# Strong-collision falloff integral

## Statement

A reactant A is dilute in an inert bath gas at temperature $T$, with $\beta = 1/k_BT$. The energy $E$ is counted from the zero-point level of A, $\rho(E)$ is its density of states, and

$$Q=\int_0^\infty \rho(E)\,e^{-\beta E}\,dE,\qquad f(E)=\frac{\rho(E)\,e^{-\beta E}}{Q}.$$

For discrete levels $\rho$ is a sum of delta functions and each integral is a sum. A molecule with energy $E$ reacts with rate coefficient $k(E)$, which is zero below a threshold $E_0$ and positive above it. Collisions occur with frequency $\omega$, proportional to the bath-gas density. If every collision redraws the energy from $f$, the thermal rate coefficient is

$$k_{\rm uni}(\omega)=\frac1Q\int_{E_0}^\infty \rho(E)\,e^{-\beta E}\,\frac{\omega\,k(E)}{\omega+k(E)}\,dE. \tag{1}$$

Define the Boltzmann fraction above threshold and the thermal mean of $k$,

$$F=\int_{E_0}^\infty f\,dE,\qquad k_\infty=\int_{E_0}^\infty f\,k\,dE .$$

Four results hold.

**(a) Accuracy.** Equation (1) is the steady-state approximation to the exact long-time decay constant $\lambda$ of the master equation, and $k_{\rm uni}\le\lambda\le k_{\rm uni}/(1-F)$.

**(b) High pressure.** As $\omega\to\infty$, $k_{\rm uni}$ rises monotonically to $k_\infty$. If $k(E)$ has the RRKM form, $k_\infty$ is the canonical transition-state rate $(k_BT/h)(Q^\ddagger/Q)\,e^{-\beta E_0}$.

**(c) Low pressure.** As $\omega\to0$, $k_{\rm uni}/\omega\to F$. The function $k(E)$ enters this limit only through the position of its threshold.

**(d) Falloff.** With $P_r=\omega F/k_\infty$, $k_{\rm uni}\le k_\infty P_r/(1+P_r)$. The curve lies below the Lindemann–Hinshelwood hyperbola that has the same two limits.

## Premises

1. A is so dilute that it collides only with the bath gas, which stays thermal at $T$.
2. Collisions are binary, instantaneous and uncorrelated, so they form a Poisson process with a rate $\omega$ independent of $E$.
3. Between collisions the state of A is described by $E$ alone and decays exponentially with rate $k(E)$. This needs intramolecular energy flow faster than both reaction and collision.
4. Products are removed, so reaction is irreversible.
5. Strong collisions: the distribution of the energy after a collision does not depend on the energy before it.
6. $k_\infty$ is finite and $0<F<1$.
7. For the second part of (b) only, $k(E)=N^\ddagger(E-E_0)/h\rho(E)$. Here $N^\ddagger(\varepsilon)$ counts the transition-state levels up to $\varepsilon$ above the lowest one, any reaction-path degeneracy is included in the count, and $E_0$ is the difference of the two zero-point levels.

## Derivation

### Step 1. The master equation

Let $p(E,t)\,dE$ be the population of A in $dE$ and $N(t)=\int p\,dE$. Let $P(E|E')$ be the normalised probability density that a collision takes $E'$ to $E$. Premises 1 to 4 give gain by collision, loss by collision and loss by reaction:

$$\partial_t p(E)=\omega\int P(E|E')\,p(E')\,dE'-\omega\,p(E)-k(E)\,p(E).$$

A thermal bath imposes detailed balance, $P(E|E')f(E')=P(E'|E)f(E)$. Premise 5 says $P(E|E')=\Pi(E)$. Detailed balance then reads $\Pi(E)/f(E)=\Pi(E')/f(E')$ for all pairs, so $\Pi$ is proportional to $f$, and normalisation makes $\Pi=f$. A memoryless collision must therefore reset the Boltzmann distribution. The gain integral becomes $f(E)N$:

$$\partial_t p(E)=\omega f(E)\,N-[\omega+k(E)]\,p(E). \tag{2}$$

Integration over $E$ cancels the collision terms, because $\int f\,dE=1$:

$$\dot N=-\int k\,p\,dE. \tag{3}$$

### Step 2. One slow mode

Put $p=\sqrt f\,u$. Equation (2) becomes $\partial_t u=-Mu$ with

$$Mu=(\omega+k)\,u-\omega\sqrt f\,\langle\sqrt f,u\rangle,\qquad \langle a,b\rangle=\int a\,b\,dE .$$

$M$ is symmetric. For any $u$ orthogonal to $\sqrt f$, $\langle u,Mu\rangle=\int(\omega+k)u^2dE\ge\omega\langle u,u\rangle$. This subspace lacks only one dimension, so by the min–max principle $M$ has at most one eigenvalue below $\omega$.

To find it, insert $p=N_0\,\phi(E)\,e^{-\lambda t}$ with $\int\phi\,dE=1$ into (2). This gives $-\lambda\phi=\omega f-(\omega+k)\phi$, or

$$\phi(E)=\frac{\omega f(E)}{\omega+k(E)-\lambda}. \tag{4}$$

Normalisation of $\phi$ requires $G(\lambda)=1$, where $G(\lambda)=\int\omega f/(\omega+k-\lambda)\,dE$. On $0\le\lambda<\omega$ the function $G$ is continuous and increasing. At the lower end $G(0)<1$, since $k>0$ on a set of weight $F>0$. At the upper end $G\ge\omega(1-F)/(\omega-\lambda)$ from the states below $E_0$ alone, and this diverges. There is exactly one root in $(0,\omega)$. All other components of a square-integrable $u$ decay at least as fast as $e^{-\omega t}$, so at long times $N\propto e^{-\lambda t}$, and $\lambda$ is the observable first-order rate coefficient. Inserting (4) into (3) gives

$$\lambda=\int_{E_0}^\infty f\,\frac{\omega k}{\omega+k-\lambda}\,dE. \tag{5}$$

### Step 3. Steady state and its bound

Dropping $\lambda$ in the denominator of (5) gives (1). This is the same as setting $\partial_tp=0$ in (2) for the states above $E_0$, so that $p=\omega fN/(\omega+k)$, and using (3).

The bound follows in two moves. Since $\omega-\lambda>0$, the factor $k/(\omega-\lambda+k)$ in (5) is below one, so $\lambda<\omega F$. Next, the integrand of (5) divided by that of (1) is

$$\frac{\omega+k}{\omega+k-\lambda}=1+\frac{\lambda}{\omega+k-\lambda},$$

which is at least 1 and at most $1+\lambda/(\omega-\lambda)=\omega/(\omega-\lambda)<1/(1-F)$. Integration with the positive weight proves (a). The slow mode is separated from the rest by the gap $\omega-\lambda>\omega(1-F)$.

Equation (1) has a direct reading. Collisions prepare energy $E$ at the rate $\omega f(E)$ per molecule. The probability that reaction comes before the next collision is

$$\int_0^\infty k\,e^{-(k+\omega)t}\,dt=\frac{k}{\omega+k},$$

and (1) is the product of the two factors summed over $E$.

### Step 4. High-pressure limit

The kernel satisfies

$$\frac{\partial}{\partial\omega}\frac{\omega k}{\omega+k}=\frac{k^2}{(\omega+k)^2}>0,\qquad \frac{\omega k}{\omega+k}=k-\frac{k^2}{\omega+k}.$$

It increases with $\omega$ towards $k$ at every $E$, so monotone convergence gives $k_{\rm uni}\uparrow k_\infty$. With $\langle k^2\rangle=\int fk^2dE$ and $1/(\omega+k)\le1/\omega$,

$$k_\infty-\frac{\langle k^2\rangle}{\omega}\le k_{\rm uni}\le k_\infty. \tag{6}$$

The limit is reached when $\omega\gg\langle k^2\rangle/k_\infty$. The exact $\lambda$ has the same limit: the trial function $\sqrt f$ gives $\lambda\le\langle\sqrt f,M\sqrt f\rangle=k_\infty$, and (a) gives $\lambda\ge k_{\rm uni}$.

Now use premise 7. The density $\rho$ cancels between $f$ and $k$. With $\varepsilon=E-E_0$,

$$k_\infty=\frac{e^{-\beta E_0}}{hQ}\int_0^\infty N^\ddagger(\varepsilon)\,e^{-\beta\varepsilon}d\varepsilon .$$

The count is a sum of unit steps, $N^\ddagger(\varepsilon)=\sum_i\theta(\varepsilon-\varepsilon_i)$. Each step contributes $\int_{\varepsilon_i}^\infty e^{-\beta\varepsilon}d\varepsilon=e^{-\beta\varepsilon_i}/\beta$, and the sum of the exponentials is $Q^\ddagger$, counted from the lowest transition-state level. Hence

$$k_\infty=\frac{k_BT}{h}\,\frac{Q^\ddagger}{Q}\,e^{-\beta E_0},$$

which completes (b).

### Step 5. Low-pressure limit

The kernel also obeys $\omega k/(\omega+k)=\omega-\omega^2/(\omega+k)$, so

$$\frac{k_{\rm uni}}{\omega}=F-\int_{E_0}^\infty f\,\frac{\omega}{\omega+k}\,dE. \tag{7}$$

The last integrand is bounded by $f$ and tends to zero wherever $k>0$. Dominated convergence proves (c). Every molecule lifted above $E_0$ reacts before it collides again, so activation, at rate $\omega F$, is the bottleneck. The exact $\lambda$ lies between $k_{\rm uni}$ and $\omega F$ and shares the limit. With $\omega=Zn$, where $n$ is the bath-gas density, the reaction is second order with $k_0=ZF$.

The approach to the limit does depend on $k(E)$. If $k\ge k_{\min}>0$ above threshold, (7) gives $k_{\rm uni}\ge\omega F(1-\omega/k_{\min})$, and the limit needs $\omega\ll k_{\min}$. Quantum counting has this property near threshold, where $k(E_0)=N^\ddagger(0)/h\rho(E_0)$ is finite. If instead $k=a\varepsilon^{q}$ near threshold with $q>1$, as for classical counting, the integrand in (7) is close to $f$ over a width $(\omega/a)^{1/q}$ and the relative correction falls only as $\omega^{1/q}$.

Differentiating $\ln F=\ln\int_{E_0}^\infty\rho e^{-\beta E}dE-\ln Q$ gives the activation energy of $F$,

$$-\frac{d\ln F}{d\beta}=\langle E\rangle_{E\ge E_0}-\langle E\rangle, \tag{8}$$

which falls below $E_0$ when the mean thermal energy exceeds the mean excess above threshold.

### Step 6. The hyperbola is an upper bound

Let an overbar denote the average with the normalised weight $f/F$ on $E\ge E_0$, so that $\bar k=k_\infty/F$. Then $k_{\rm uni}=\omega F\,\overline{k/(\omega+k)}$. The function $k/(\omega+k)$ has second derivative $-2\omega/(\omega+k)^3<0$ in $k$ and is concave. Jensen's inequality gives

$$k_{\rm uni}\le\omega F\,\frac{\bar k}{\omega+\bar k}=k_\infty\frac{P_r}{1+P_r},\qquad P_r=\frac{\omega}{\bar k},$$

with equality only when $k$ is constant above threshold. This is (d). The two limiting lines cross at $P_r=1$, the falloff centre.

## Range of validity

**Threshold against temperature.** By (a), the relative departure of (1) from the exact eigenvalue is below $F/(1-F)$. When $F$ is not small, (5) must be solved, and when $F$ approaches one the gap that defines a rate coefficient can close.

**Weak collisions.** Premise 5 is the weakest. Diatomic bath gases move a molecule by amounts comparable with or smaller than $k_BT$ at high temperature, so the states just below $E_0$ are depleted and the rate in the falloff and low-pressure ranges is lower than (1). The limit (b) is untouched, since any kernel with detailed balance restores $f$ as $\omega\to\infty$. The usual repair replaces $\omega$ by $\beta_c\omega$ with an efficiency $\beta_c<1$ fixed by the low-pressure rate. It shifts the curve along $\ln\omega$ and leaves its shape unchanged, whereas a true weak-collision kernel also broadens it.

**Tunnelling.** If $N^\ddagger$ is replaced by a cumulative reaction probability, $k(E)$ is positive down to the dissociation energy $D_0<E_0$. Equation (1) holds with $D_0$ as lower bound, (b) acquires the tunnelling factor, and the limit in (c) becomes the fraction above $D_0$. It is reached only when $\omega$ is below the slow tunnelling rates.

**Rotation.** If collisions reset both $E$ and the angular momentum $J$, the derivation holds for the pair $(E,J)$, and (1) gains a sum over $J$ with thresholds $E_0(J)$.

**Density.** Premise 2 needs $\omega\tau_c\ll1$, where $\tau_c$ is the duration of a collision. Beyond this range, friction on the barrier and diffusion of the fragments lower the rate, and the plateau (b) ends.

**Reverse reaction.** By microscopic reversibility, association forms A at energy $E$ at a rate proportional to $f(E)k(E)$. The fraction $\omega/(\omega+k)$ is stabilised, so association has the same falloff factor $k_{\rm uni}/k_\infty$. Several wells need a coupled master equation.

## Illustration: C$_2$H$_5$ → C$_2$H$_4$ + H in N$_2$ at 900 K

**State counting.** The ethyl radical has 15 internal modes. The model keeps the ten that are not C–H stretches and gives them one quantum, $\epsilon=0.10$ eV, an approximate geometric mean. The level $E=n\epsilon$ has degeneracy $g_n=\binom{n+9}{9}$. With $x=e^{-\beta\epsilon}$, $Q=(1-x)^{-10}$ and $f_n=g_nx^n/Q$. The approximate threshold $E_0=1.60$ eV is $m=16$ quanta. The rate coefficient has the quantum Kassel form $k_{m+j}=A\,g_j/g_{m+j}$. Then $f_{m+j}k_{m+j}=Ax^m f_j$, and since $\sum_jf_j=1$,

$$k_\infty=Ax^m,\qquad \frac{k_{\rm uni}}{k_\infty}=\sum_{j\ge0}f_j\,\frac{\omega}{\omega+k_{m+j}},\qquad F=\sum_{n\ge m}f_n .$$

At 900 K, $k_BT=0.07756$ eV, $\beta\epsilon=1.289$, $x=0.2754$, $Q=25.08$, $\beta E_0=20.63$ and $x^{16}=1.097\times10^{-9}$. The input $A=1.4\times10^{13}$ s$^{-1}$ gives $k_\infty=1.54\times10^4$ s$^{-1}$. It was chosen to reproduce the typical high-pressure rate at this temperature, so $k_\infty$ is not a prediction. With $k_BT/h=1.875\times10^{13}$ s$^{-1}$ it corresponds to $Q^\ddagger/Q=0.75$.

With $g_{16}=2\,042\,975$, $f_{16}=8.94\times10^{-5}$. The higher levels multiply this by 1.712, so $F=1.53\times10^{-4}$ and $\bar k=1.00\times10^8$ s$^{-1}$. By (a), equation (1) differs from the model's exact eigenvalue by a relative amount below $F/(1-F)$, which equals $F$ to the figures shown. In (8), $\langle E\rangle_{E\ge E_0}=1.67$ eV and $\langle E\rangle=0.38$ eV, so the activation energy of $F$ is 1.29 eV.

**Collision frequency.** Take hard spheres with an approximate effective diameter $d=3.8$ Å and masses 29.06 u and 28.01 u. The reduced mass is $\mu=14.26$ u, the mean relative speed $(8k_BT/\pi\mu)^{1/2}=1.156$ nm ps$^{-1}$, the cross section $\pi d^2=45.4$ Å$^2$ and their product $Z=5.24\times10^{11}$ nm$^3$ s$^{-1}$. At 1 bar the ideal-gas density is $8.05\times10^{-3}$ nm$^{-3}$ and $\omega=4.22\times10^9$ s$^{-1}$. The low-pressure coefficient is $k_0=ZF=8.03\times10^7$ nm$^3$ s$^{-1}$.

**Scales.** The weights $f_j$ peak at $j=3$, where $f_3=0.183$. The rates are $k_{16}=6.85\times10^6$, $k_{19}=4.46\times10^8$ and $k_{22}=3.48\times10^9$ s$^{-1}$. The low-pressure limit needs $\omega\ll k_{16}$, or $p\ll0.0016$ bar. The high-pressure limit needs $\omega\gg\langle k^2\rangle/k_\infty=2.11\times10^9$ s$^{-1}$, or $p\gg0.50$ bar. The centre $P_r=1$ lies at 0.024 bar.

| $p$ (bar) | $P_r$ | $P_r/(1+P_r)$ | $k_{\rm uni}/k_\infty$ | $k_{\rm uni}$ (s$^{-1}$) |
|---|---|---|---|---|
| 0.001 | 0.0420 | 0.0404 | 0.0317 | $4.87\times10^2$ |
| 0.01 | 0.420 | 0.296 | 0.148 | $2.28\times10^3$ |
| 0.1 | 4.20 | 0.808 | 0.434 | $6.67\times10^3$ |
| 1 | 42.0 | 0.977 | 0.782 | $1.20\times10^4$ |
| 10 | 420 | 0.998 | 0.958 | $1.47\times10^4$ |

Every row obeys (d), and at 0.01 bar the rate is 0.50 of the hyperbola. At 10 bar the lower bound in (6) is $0.950\,k_\infty$, below the tabulated value as required. Three figures describe the model and show the bounds. They do not describe the radical.

**Neglected terms.** Adding five C–H stretches of approximately $4\epsilon$ raises the count at $n=16$ to $\sum_i\binom{i+4}{4}g_{16-4i}=3\,902\,370$, a factor 1.91, while $Q$ grows by only 1.03. State counting thus leaves $F$ uncertain by about a factor of two. For tunnelling, an imaginary barrier frequency with $\hbar\omega^\ddagger$ of typically 0.08 eV gives a Wigner term $(\beta\hbar\omega^\ddagger)^2/24=0.04$, small in $k_\infty$. The barrier to the reverse addition is approximately 0.1 eV, one quantum, so complete tunnelling at very low pressure would raise $F$ by $1+f_{15}/F=2.4$. For a typical $\tau_c$ of 1 ps, $\omega\tau_c=0.04$ at 10 bar and premise 2 holds.

**The real system.** The model's rate at 1 bar is $1.2\times10^4$ s$^{-1}$, about four fifths of its high-pressure limit. As typical knowledge and not as a measurement, collisions of ethyl with N$_2$ at 900 K are weak and the falloff centre lies near 0.5 to 1 bar, so the strong-collision model is too high by a factor of roughly 20 to 40 in $k_0$ and roughly two to three in the rate at 1 bar.